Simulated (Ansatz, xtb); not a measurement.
# Loss of C2H6: Si(CH3)2(SH)2 → Si(SH)2 + C2H6

Species: Si(CH3)2(SH)2, singlet; Si(SH)2, singlet; C2H6 `CC`, singlet. 

Shapes, held fixed at every level: PBE0-D4/def2-TZVP. Flexible molecules stand in one conformer, not always the lowest. Programs: Ansatz 0.2.0, xtb 6.7.1. The zero-point and thermal change to 298 K, harmonic and unscaled (PBE0-D4/def2-TZVP), is +2.0 kJ/mol.

| level | kind | ΔH(298 K) (kJ/mol) | less CCSD(T)/CBS estimate | CPU time (sum over the molecules) |
| --- | --- | --- | --- | --- |
| GFN2-xTB | semi-empirical | +92.9 | -94.7 | 0.078 s |
| HF/def2-TZVPP | Hartree–Fock | +167.3 | -20.3 | – |
| B3LYP-D4/def2-TZVPP | global hybrid | +173.2 | -14.4 | 58 s |
| PBE0-D4/def2-TZVPP | global hybrid | +190.8 | +3.2 | 39 s |
| wB97M-V/def2-TZVPP | range-separated hybrid | +183.8 | -3.8 | 2.3 min |
| CCSD/def2-SVP | coupled cluster or CI | +155.7 | -31.9 | – |
| CCSD(T)/def2-TZVPP | coupled cluster or CI | +182.0 | -5.6 | 34 min |
| CCSD(T)/CBS estimate | coupled cluster or CI | +187.6 | 0.0 | 69 min |

The highest level, CCSD(T)/CBS estimate, gives ΔH(298 K) = +187.6 kJ/mol; the levels span +92.9 to +190.8. GFN2-xTB strays far from the other rows. The column of differences is taken from that level and isn't an error. No measured value is set beside it here. The CBS estimate extrapolates MP2 from def2-TZVPP and def2-QZVPP and adds CCSD(T) − MP2 in the triple-zeta set, cores frozen. Times are processor times on shared x86 and Arm servers, and rough.

Loss of ethane is strongly endothermic at every level, +187.6 kJ/mol at the highest. Two Si–C bonds are given up for one C–C bond, and silicon falls from the tetravalent to the divalent state, keeping a lone pair of largely 3s character. Donation from the sulfur lone pairs into the empty silicon 3p orbital stabilises Si(SH)2, but evidently not enough to offset the bonding lost.

In the same basis, Hartree–Fock gives +167.3 and CCSD(T) +182.0 kJ/mol, so correlation favours the intact silane, probably because it has more electron pairs in close contact around silicon. PBE0-D4 and wB97M-V bracket the highest level closely, while B3LYP-D4 falls lower, perhaps because it underestimates the bonding in the saturated reactant. The low CCSD value can't be assigned to missing triples alone, since its basis is also smaller. Release of a second molecule favours elimination entropically, so heating should help, but the reaction enthalpy doesn't show whether a concerted path is kinetically accessible.
